Q: I have lead oxide, PbO, squeezed equally along all cell edges, with its gap computed by three functionals. What does the squeeze do to the gap, and how strongly?

PbO (P4/nmm, unstrained a = 3.980, c = 5.001 Å) with all cell edges strained equally; Ansatz 0.2.0, plane-wave PAW, no spin polarisation. The unstrained cell, and the atoms at each strain, were relaxed with r2SCAN+rVV10; changes are relative to the unstrained cell in the same functional. Cutoff and k mesh: HSE06 420 eV, 4×4×4; PBE 420 eV, 6×6×6; r2SCAN 500 eV, 6×6×6.

| functional | strain (%) | band gap (eV) | band gap change (eV) | least direct gap change (eV) | energy rise per atom (meV) |
| --- | --- | --- | --- | --- | --- |
| HSE06 | -2.74 | 1.270 | -0.617 | -0.215 | 35.4 |
| HSE06 | -1.17 | 1.635 | -0.251 | -0.018 | 10.0 |
| PBE | -2.74 | 0.716 | -0.495 | -0.327 | 55.3 |
| PBE | -1.17 | 1.013 | -0.199 | -0.134 | 18.2 |
| r2SCAN | -2.74 | 1.009 | -0.523 | -0.323 | 34.1 |
| r2SCAN | -1.17 | 1.322 | -0.210 | -0.132 | 9.1 |

A: The gap shrinks in every row. Strain here is the relative change of each cell edge, so −2.74 means edges 2.74 % shorter and a volume about 8 % smaller. Take the PBE row at that strain and follow it through our talk: the gap has lost 0.495 eV and stands at 0.716 eV.

The figure to remember is 0.2 eV for each percent of length. PBE lies a little below it and HSE06 a little above. If the same slope holds for smaller strains, a tenth of a percent moves the gap by about 0.02 eV, close to the thermal energy at room temperature. A strain of one percent is a different matter, because it changes the gap by a good tenth of its value or more.

Q: I had learned that squeezing a semiconductor opens its gap, as in GaAs. Why does PbO do the opposite?

A: It depends on what kind of states lie at the two edges of the gap. In PbO the filled Pb 6s and O 2p orbitals overlap, and their antibonding combination forms the top of the valence band. Shorter distances mean more overlap, which pushes this combination up. The distances do not shorten evenly, because the atoms are relaxed in each cell: the Pb atoms are expected to move outward from their oxygen plane, so the Pb–O bond shrinks less than the cell edges and the empty gap between the layers shrinks much more. Overlap of these Pb-centred states across that gap may therefore matter as much as the bond itself, and these runs do not separate the two. The empty Pb 6p orbitals overlap more as well, so their band widens and its bottom comes down relative to the valence states. Both effects would close the gap between the valence top and the lowest conduction state, though not necessarily at every wave vector.

This is the accepted picture of bonding in lead(II) oxide, and I am using it as an argument. The table itself records only the distance between the edges, not which orbitals they are made of. What it does show is that the sign is the same for all three functionals, so the closing is no peculiarity of one approximation.

Q: In the HSE06 row at −1.17 % the least direct gap changes by only −0.018 eV, against −0.134 eV in PBE. Is the direct gap in HSE06 almost blind to strain?

A: No, that small number compares two different transitions. A direct gap is measured at one wave vector, and the column takes whichever wave vector gives the least value. In the unstrained HSE06 cell this is Γ, where the orbitals repeat in phase from cell to cell, with 3.273 eV. At −1.17 % it is M, where the sign alternates along both in-plane axes, with 3.255 eV.

So the gap at M came down from above and slipped just below the old value at Γ. If it fell as much as in PBE and r2SCAN, it started near 3.39 eV, hidden from a column that reports only the least value. The direct gap at Γ itself cannot have fallen by more than 0.018 eV, or it would still be the least, so that transition is indeed nearly blind to this strain or even opens; it is the gap at M that closes. Between the two compressed cells the least direct gap falls by 0.197 eV in HSE06 and by 0.193 eV in PBE.

I take that last HSE06 value to belong to M too, because it continues the fall so smoothly. It is an inference, as is the conduction edge staying at M in that cell, and the next answer leans on both.

Q: If the direct gaps fall alike, why does HSE06 still lose about a quarter more of the band gap than PBE?

A: Because the band gap is indirect, and its two edges sit at different wave vectors. The conduction edge is at M, while the valence edge is at Γ or very near it. Call W the height of the valence edge above the valence band at M. Then the band gap equals the direct gap at M minus W, which is plain arithmetic.

Now return to our PBE row at −2.74 %. Of the 0.495 eV lost, 0.327 eV is the closing of the direct gap at M. The remaining third is the growth of W: the valence band has become more strongly curved between M and Γ, and its top has risen relative to the states at M.

In HSE06 this second part is larger. Between the two compressed cells W grows by 0.168 eV in HSE06 and by 0.104 eV in PBE. That difference accounts for nearly all of the extra loss, while the direct gap at M contributes next to nothing. The functionals agree on how the gap closes at M and disagree on how the valence band spreads.

Theory offers a reason for the disagreement. HSE06 contains a share of exact exchange, which couples orbitals on neighbouring atoms directly and so tends to widen filled bands. W is indeed larger in HSE06 to begin with: at −1.17 % it is 1.62 eV, against 1.13 eV in PBE. Compression then acts on a larger offset. That exact exchange is the cause remains a guess: r2SCAN has none and still gives 1.25 eV, and W compares two different states, which a functional can shift unequally without widening any band.

Q: Could I use that to predict the HSE06 loss from the cheaper PBE numbers?

A: Yes, with two assumptions. The direct gap at M falls by the same amount in every functional, as we have just seen in the results, and compression multiplies W by the same factor. The spread of a band comes from overlap between neighbours, and all three functionals see the same change of geometry, so the overlaps that set W should grow by a similar factor in each. A functional that starts with a wider band should therefore gain more in eV, though not in percent.

Let us work it out for the step from −1.17 to −2.74 %. In PBE, W grows by 9.2 % and the direct gap at M falls by 0.193 eV. Apply the same percentage to the HSE06 value of 1.62 eV, and W should grow by 0.149 eV. The predicted loss of band gap is the sum, 0.193 + 0.149 = 0.342 eV.

The HSE06 calculation gives 0.365 eV, so the estimate falls short by about 6 %. The growth of W came from PBE alone, but the starting W was taken from HSE06, and the equal fall of the direct gaps was already known from the HSE06 results. This is therefore a check of the common factor, not a blind prediction. The shortfall arises mainly because W in HSE06 grows by slightly more than 10 %, so the common factor is a good approximation and not a law. For r2SCAN the same recipe comes within 2 % of the computed loss. These percentages flatter it, since most of the loss is simply the PBE loss: of the extra loss over PBE the recipe recovers about two thirds. Part of the miss comes from PBE measuring W to an edge that lies beside Γ and moves with strain, while the other two have it at Γ in both compressed cells.

Two simpler recipes do worse. Taking over the PBE loss unchanged gives 0.297 eV, which is too little. Assuming that the loss is proportional to the gap gives 0.479 eV, which is far too much. The larger gap is thus not what sets HSE06 apart here; the difference follows how far the valence band spreads between the two wave vectors.

For a neighbouring compound I would first ask whether both edges lie at the same wave vector. If they do, W drops out, and I would guess that the functionals agree more closely on the change of gap. The direct gap at M in PbO behaves in this way, but one crystal is thin support for a rule.

Q: The energy rise at −2.74 % is 55 meV per atom in PBE and only 35 meV in HSE06. Is PbO so much stiffer in PBE?

A: Hardly. Stiffness shows in how fast the pressure rises, and over this strain it rises by 5.0 GPa in PBE and 4.5 GPa in HSE06. That is a difference of about a tenth, and the HSE06 stress is only loosely converged. The energies differ by more than half.

The reason is the starting point. The cell was relaxed with r2SCAN+rVV10, and PBE would prefer a larger one, so in PBE the unstrained crystal is already under 4.5 GPa. Pushing against this initial pressure costs 44 meV per atom before any stiffness comes into play. In HSE06 the corresponding cost is only 6 meV. An energy rise measures stiffness only when the crystal starts at rest.

The atoms inside the cell matter as well. Adding up pressure times volume loss along the way gives 68 meV for PBE, which is more than the computed rise, and 27 meV for HSE06, which is less. The Pb atoms feel leftover forces of opposite sign in the two functionals, and they shift as the cell shrinks, so PBE gets energy back where HSE06 has to pay. One common shift of about 0.02 Å per percent of strain, counted relative to the evenly scaled cell and found by least squares from all six rows, brings every row to within 1 meV. The shift is inferred from the energies, not read from the atomic positions. It runs along the PBE force, and since PBE prefers longer bonds it is expected to point away from the oxygen plane, into the gap between the layers.

Q: How many digits of the gap changes can I trust, and may I use them for a sample in a pressure cell?

A: Within one functional I would guess the changes are good to about 0.01 eV as computed numbers, but no convergence test backs this, and HSE06 was run on a coarser k mesh than the other two and r2SCAN at a higher cutoff. As a statement about PbO itself they are less certain, since at −2.74 % the functionals differ by up to 0.12 eV. The PBE valence edge gives a feeling for the numerical part: it lies slightly beside Γ and drifts towards it under compression. Measured from Γ itself, the loss at −2.74 % would be 0.51 eV in place of 0.50 eV. The slope also steepens by about 5 to 6 % from the smaller strain to the larger, so one slope serves well over this range.

The gaps themselves deserve less trust than their changes. Without strain, HSE06 and PBE differ by nearly 0.7 eV, and PBE is known to give gaps that are too small. Spin–orbit coupling is left out in all rows, although it is strong in Pb 6p and may lower the conduction edge by a tenth of an eV or more. Much of that shift should cancel between strained and unstrained cells, because it comes mostly from the atom itself; this is my expectation, not a result.

A pressure cell is another experiment. Here all edges shorten by the same fraction, and the crystal resists unevenly: in HSE06 at −2.74 % the stress is 6.2 GPa within the layers and 3.0 GPa across them. Under equal pressure from all sides the spacing between layers would therefore shrink more than the layers themselves. The 0.2 eV per percent belongs to the uniform squeeze, and for a pressure cell the shape has to be relaxed at each pressure before the gap is read.
